CLOSEST ISOTROPIC ELASTIC TENSOR: EUCLIDEAN AND LOG-EUCLIDEAN DISTANCE

1. Premises and conventions

P1. Linear elasticity about a stress-free state, σij = Cijkl εkl, with ε the tensor strain (ε23 is half the engineering shear).
P2. Symmetries Cijkl = Cjikl = Cijlk = Cklij (symmetric σ and ε, existence of a strain energy).
P3. Stability: εij Cijkl εkl > 0 for every symmetric ε ≠ 0.

Kelvin (Mandel) notation. Map a symmetric tensor to the 6-vector
(ε11, ε22, ε33, √2 ε23, √2 ε13, √2 ε12),
and σ likewise. The dot product of two such vectors is εij ε'ij. C becomes a symmetric positive-definite 6×6 matrix. From the Voigt-notation constants Cαβ: entries with α, β ≤ 3 are unchanged, mixed entries are multiplied by √2, entries with α, β ≥ 4 by 2. The compliance is the matrix inverse, S = C⁻¹; from the Voigt Sαβ its factors are 1, 1/√2, 1/2. A bare C or S means the Kelvin matrix; C11, C44, S44 etc. are the usual Voigt constants.

Inner product: ⟨X,Y⟩ = tr(XY) = Xijkl Yijkl, ‖X‖² = ⟨X,X⟩ (Frobenius norm).

Rotations. ε → RεRᵀ preserves εij ε'ij, so it acts on 6-vectors as an orthogonal matrix Q(R), and X → QXQᵀ preserves ⟨X,Y⟩. The norm is independent of the axes. The norm of the Voigt-notation matrix lacks this property, because that basis is not orthonormal.

2. The isotropic subspace and the projector onto it

Let u = (1,1,1,0,0,0)/√3, the unit hydrostatic strain. Define
J = uuᵀ, D = I − J.
Then J² = J, D² = D, JD = 0, tr J = 1, tr D = 5. Qu = u for every rotation, so QJQᵀ = J and QDQᵀ = D.

Symmetric tensors split under rotations into a scalar (l = 0, dimension 1) and a deviator (l = 2, dimension 5), irreducible and inequivalent. By Schur's lemma a symmetric X that commutes with all Q is a multiple of the identity on each part: X = aJ + bD. For a stiffness, pure dilatation gives σkk = a εkk, so a = 3K; pure shear gives σ12 = b ε12, so b = 2G:
C_iso = 3K J + 2G D, S_iso = J/(3K) + D/(2G).   (1)

Projection. For symmetric X use ⟨J,J⟩ = 1, ⟨D,D⟩ = 5, ⟨J,D⟩ = 0:
‖X − aJ − bD‖² = ‖X‖² − 2a tr(JX) − 2b tr(DX) + a² + 5b²
= ‖X‖² − [tr(JX)]² − [tr(DX)]²/5 + (a − tr(JX))² + 5(b − tr(DX)/5)².   (2)
The last two terms are squares, so the minimum is unique:
Π(X) = tr(JX) J + (1/5) tr(DX) D,   (3)
d²min = ‖X‖² − [tr(JX)]² − [tr(DX)]²/5.   (4)
Π is linear.

Π is the orientation average. Let X̄ be the average of QXQᵀ over all rotations with the invariant measure. A further rotation only relabels the integration variable, so X̄ is isotropic. Also tr(J QXQᵀ) = tr(QᵀJQ X) = tr(JX), and the same for D. An isotropic tensor is fixed by these two traces, so X̄ = Π(X).

3. Euclidean distance on C: Voigt moduli

Minimise ‖C − C_iso‖. Put X = C in (3):
3K_V = tr(JC) = Ciijj/3, 10G_V = tr(DC) = Cijij − Ciijj/3.
With tr C = C11 + C22 + C33 + 2(C44 + C55 + C66) and tr(JC) = [C11 + C22 + C33 + 2(C12 + C13 + C23)]/3:
9K_V = C11 + C22 + C33 + 2(C12 + C13 + C23),
15G_V = C11 + C22 + C33 − (C12 + C13 + C23) + 3(C44 + C55 + C66).   (5)
By section 2, Π(C) is the orientation average of the stiffness, i.e. mean stress over uniform strain in an untextured aggregate. This is the Voigt average.

4. Euclidean distance on S: Reuss moduli

Minimise ‖S − S_iso‖. Put X = S:
1/(3K_R) = tr(JS), 5/(2G_R) = tr(DS).
With tr S = S11 + S22 + S33 + (S44 + S55 + S66)/2:
1/K_R = S11 + S22 + S33 + 2(S12 + S13 + S23),
15/G_R = 4(S11 + S22 + S33) − 4(S12 + S13 + S23) + 3(S44 + S55 + S66).   (6)
Π(S) is the orientation average of the compliance (uniform stress): the Reuss average.

C and S describe the same solid, yet Π(S) ≠ [Π(C)]⁻¹ in general (section 6). The Euclidean notion of closeness depends on which of the two is written down.

5. Log-Euclidean distance

Matrix logarithm. By P2 and P3, C = Σ λi Pi with six eigenvalues λi > 0 (Kelvin moduli) and rank-one orthogonal projectors Pi, Σ Pi = I. Define, with any reference modulus p0,
log C = Σ ln(λi/p0) Pi.
log maps positive-definite matrices one-to-one onto all symmetric matrices; its inverse is p0 exp. Define
d_L(C1, C2) = ‖log C1 − log C2‖.   (7)
It is a metric because log is one-to-one and ‖·‖ is a norm. Properties:
(a) Units. Changing p0 adds the same multiple of I to both logarithms; d_L is unchanged and dimensionless.
(b) Rotation. QCQᵀ has the same λi and projectors QPiQᵀ, so log(QCQᵀ) = Q log C Qᵀ; d_L is unchanged when both tensors are rotated.
(c) Inversion. S = Σ λi⁻¹ Pi, so with reference 1/p0, log S = −log C, and d_L(S1, S2) = d_L(C1, C2).

Minimisation. (1) is already a spectral form, so log C_iso = ln(3K/p0) J + ln(2G/p0) D. As K and G run over positive values, this covers the whole plane aJ + bD. So (2) and (3) apply with X = log C:
ln(3K_L/p0) = tr(J log C), ln(2G_L/p0) = (1/5) tr(D log C).   (8)
The minimiser C_L = p0 exp Π(log C) is unique and positive definite.

Invariance under inversion. By (c) and linearity, Π(log S) = −Π(log C), so the closest isotropic compliance is S_L = C_L⁻¹. Stiffness and compliance give one answer, at one distance.

Determinant. Adding the first of (8) to five times the second gives tr log C, hence (3K_L)(2G_L)⁵ = det C.

6. Three means of the Kelvin moduli; ordering

Define weights vi = tr(JPi), wi = tr(DPi)/5. Each trace is the squared length of a projected unit vector, so vi, wi ≥ 0; Σ vi = tr J = 1 and Σ wi = tr D/5 = 1. Insert the spectral forms into sections 3 to 5:
2G_V = Σ wi λi, 2G_L = Π λi^wi (product over i), 1/(2G_R) = Σ wi/λi,
and the same for 3K with vi. These are arithmetic, geometric and harmonic means with the same weights. Concavity of ln gives Σ wi ln λi ≤ ln Σ wi λi; applied to 1/λi it gives the other side. For any symmetry:
G_R ≤ G_L ≤ G_V, K_R ≤ K_L ≤ K_V.   (9)
Equality needs all λi of non-zero weight to be equal. For G: wi = 0 means Pi D = 0, so the whole deviatoric space lies in one eigenspace, and C is isotropic. For K: u lies in one eigenspace, i.e. Cu = λu. The arithmetic and harmonic means are positive too, so the Euclidean fits are stable tensors.

7. Cubic crystals

In cube axes the Kelvin matrix has an upper 3×3 block with C11 on the diagonal and C12 off it, and a lower block 2C44 times the unit matrix. The upper block is (C11 − C12)·1 + C12 × (matrix of ones), and the matrix of ones is 3uuᵀ. Let P_T = diag(0,0,0,1,1,1) and P_E = diag(1,1,1,0,0,0) − J. These are orthogonal projectors with tr P_E = 2, tr P_T = 3, P_E + P_T = D, and
C = 3K J + 2C′ P_E + 2C44 P_T,   (10)
K = (C11 + 2C12)/3, C′ = (C11 − C12)/2, Zener ratio A = C44/C′.
P3 is K, C′, C44 > 0. For any function f, f(C) = f(3K) J + f(2C′) P_E + f(2C44) P_T, and (3) gives
Π(f(C)) = f(3K) J + [(2/5) f(2C′) + (3/5) f(2C44)] D.   (11)

Bulk modulus. All three distances return K_V = K_L = K_R = K. This K is exact for any perfectly bonded, pore-free aggregate of the cubic grains, whatever the texture: the uniform strain εij = −(p/3K) δij is compatible, and since Cu = 3Ku in every orientation it produces the uniform stress −p δij, which is in equilibrium and has continuous tractions.

Shear modulus. f(λ) = λ, 1/λ, ln(λ/p0) in (11):
G_V = (2C′ + 3C44)/5,
1/G_R = (2/C′ + 3/C44)/5,
G_L = C44^(3/5) C′^(2/5) = C′ A^(3/5).   (12)

Distance. The residual is
f(C) − Π(f(C)) = [f(2C′) − f(2C44)] [(3/5) P_E − (2/5) P_T],
because f(2C′) minus the mean is 3/5 of the difference and f(2C44) minus the mean is −2/5 of it. The squared norm of the last bracket is 2(9/25) + 3(4/25) = 6/5. Therefore
d_C = 2 √(6/5) |C′ − C44|,
d_S = (1/2) √(6/5) |1/C′ − 1/C44|,
d_L = √(6/5) |ln A|.   (13)
d_L is independent of K and unchanged under A → 1/A. G_L/C′ is not: T-type shears count three times, E-type shears twice. By (2), any other isotropic tensor (K₀, G₀) lies at
d_L² = (6/5) ln²A + ln²(K₀/K) + 5 ln²(G₀/G_L).   (14)

Riemannian distance. d_R = ‖log(C1^(−1/2) C2 C1^(−1/2))‖ is also invariant under inversion. If C1 and C2 commute they share eigenprojectors, the logarithm is log C2 − log C1, and d_R = d_L. By (10) a cubic tensor commutes with every isotropic one, so the two distances agree on all candidates and (12), (13) hold for d_R as well. The comparison of these distances for elastic tensors is treated by Norris (2006).

Weak anisotropy. Put x = ln A. From (12), C′ = G_L e^(−3x/5), C44 = G_L e^(2x/5), so
G_V/G_L = (2/5) e^(−3x/5) + (3/5) e^(2x/5), G_L/G_R = the same with x → −x.
The weighted moments of the exponents (−3/5, 2/5) are 0, 6/25, −6/125, 42/625. Dividing by n!:
G_V/G_L = 1 + 3x²/25 − x³/125 + 7x⁴/2500 + …
G_L/G_R = 1 + 3x²/25 + x³/125 + 7x⁴/2500 + …
Inverting the second, with (3/25)² − 7/2500 = 29/2500:
G_R/G_L = 1 − 3x²/25 − x³/125 + 29x⁴/2500 + …
The Hill mean G_H = (G_V + G_R)/2 obeys
G_H/G_L = 1 − x³/125 + 9x⁴/1250 + …   (15)
G_L and G_H agree through second order; for small |x| and A < 1, G_H > G_L. The distance between the Voigt and Reuss tensors, √5 ln(G_V/G_R) ≈ (6√5/25) x², is second order in x and is a different quantity from d_L, which is first order.

8. Range of validity

(i) The results are exact algebra under P1 to P3. (5), (6), (8), (9) hold for every crystal class; (10) to (15) need cubic symmetry. In lower symmetry u is generally not an eigenvector, K_R < K_L < K_V, log C needs a diagonalisation, and d_R differs from d_L.

(ii) Kelvin normalisation is required. Fitting the Voigt-notation matrix in cube axes minimises 2(2C′ − 2G)² + 3(C44 − G)² and gives G = (8C′ + 3C44)/11, which is not G_V.

(iii) Stability. As C′ → 0, G_V stays finite, G_L ∝ C′^(2/5), G_R ∝ C′, and d_L diverges. Beyond a Born instability no real logarithm exists.

(iv) Pressure. Under hydrostatic P use the stress-strain coefficients, which keep P2. For a cubic crystal these are C11 − P, C12 + P, C44 − P when the Cαβ are second derivatives of energy per current volume with respect to Lagrangian strain. Under non-hydrostatic stress the major symmetry is lost and section 5 fails.

(v) Adiabatic or isothermal. In a cubic crystal thermal strain is along u, so the two sets differ only in K: K_S/K_T = 1 + Tβ²K_S/c_p, with β the volume expansion coefficient and c_p per unit volume. C′, C44, G_L and d_L are common to both.

(vi) G_L is a best fit in a chosen metric and solves no boundary-value problem. A standard result, quoted here without proof, sets the scale. For an untextured, statistically isotropic cubic polycrystal define
G*(G₀) = G₀(9K + 8G₀)/[6(K + 2G₀)],
Φ(G₀) = [(2/5)/(C′ + G*) + (3/5)/(C44 + G*)]⁻¹ − G*.
The Hashin-Shtrikman bounds are Φ at G₀ = min(C′, C44) and at max(C′, C44); the self-consistent estimate solves G = Φ(G). Combining the fractions gives identically
Φ = G_V − (6/25) δ²/[(3C′ + 2C44)/5 + G*], δ = C′ − C44.
To order δ², both bounds equal G_V − (6/25) δ²/(G + G*(G)), with G the common limit of C′ and C44. From the series above with x² ≈ δ²/G², G_L = G_V − (6/25) δ²/(2G). The two agree only if G* = G, i.e. 3K = 4G, Poisson ratio ν = (3K − 2G)/[2(3K + G)] = 1/5. For ν > 1/5, G* > G, and at sufficiently weak anisotropy G_L lies below the lower bound; for ν < 1/5 above the upper one. So (9) places G_L within Voigt-Reuss always, but nothing places it within Hashin-Shtrikman.

9. Illustration: niobium (bcc), A < 1

Inputs, measured at room temperature, compiled values (Blaschke): C11 = 246.5, C12 = 134.5, C44 = 28.73 GPa.

K = 171.8 GPa, C′ = 56.0 GPa, A = 0.5130, x = ln A = −0.6674.
Kelvin moduli: 515.5 GPa (once), 112.0 GPa (twice), 57.46 GPa (three times). The ⟨100⟩{001}-type shear C44 is the soft one.

Closest isotropic tensors, all with K = 171.8 GPa; E = 9KG/(3K + G); last column from (14):

fit           G (GPa)   E (GPa)   ν       d_L to crystal
C (Voigt)     39.64     110.4     0.393   0.741
log C         37.52     104.9     0.398   0.731
S (Reuss)     35.68     100.1     0.403   0.740

Residual of the logarithmic fit: ln(C′/G_L) = −3x/5 = 0.400 on two modes, ln(C44/G_L) = 2x/5 = −0.267 on three.

Each fit in its own norm, from (13): d_C = 59.7 GPa against ‖C‖ = 548.4 GPa, ratio 0.109; d_S = 9.28 TPa⁻¹ against ‖S‖ = 32.74 TPa⁻¹, ratio 0.284. The relative Euclidean distance more than doubles on passing to the compliance, because ‖C‖ is dominated by 3K and ‖S‖ by 1/(2C44). The value d_L = 0.731 is the same for both. The Voigt-Reuss separation √5 ln(G_V/G_R) is 0.235. The faulty fit of 8(ii) would give 48.56 GPa, outside the Voigt-Reuss interval.

Series (15): G_H = 37.66 GPa, G_H/G_L = 1.0037. The cubic term contributes 0.0024 and the quartic term 0.0014, total 1.0038. At this x the quartic term cannot be dropped.

Polycrystal scale, 8(vi): G*(C44) = 37.10 GPa, G*(C′) = 65.59 GPa, bounds 37.47 and 38.03 GPa, self-consistent estimate 37.70 GPa. G_L lies inside, close to the lower bound and 0.5 % below the self-consistent value, on the side expected for ν > 1/5.

Companion case, aluminium as a wiring metal, with typical constants C11 = 108, C12 = 62, C44 = 28.3 GPa: A = 1.23, d_L = 0.227, and the model gives G_L = 26.047 GPa below its lower bound 26.052 GPa. The gap is far smaller than the uncertainty of such inputs; it only exhibits the second-order statement of 8(vi).

Precision for Nb. δ ln G_L = (3/5) δ ln C44 + (2/5) δ ln C′. A shift of 1 GPa in C11 moves G_L by 0.13 GPa, as much as G_H − G_L = 0.14 GPa. The fourth figure compares formulas at fixed inputs and says nothing further about the metal.

Bulk modulus. A measured value of 169 GPa, temperature not stated, is compiled in "Tests on the Accuracy and Scalability…" (2020); K from the Cαβ is 1.7 % higher. Size of effect 8(v): linear expansion 7.3×10⁻⁶ K⁻¹ at 293 K (measured, compiled by Kaye and Laby Online, NPL), so β is three times that; assumed heat capacity 3R per mole and typical molar volume 10.8 cm³/mol. Then Tβ²K/c_p = 0.010, and if the Cαβ are adiabatic, K_T = 170 GPa. The conversion is of the same order as the difference and leaves G_L = 37.5 GPa and d_L = 0.73 unchanged.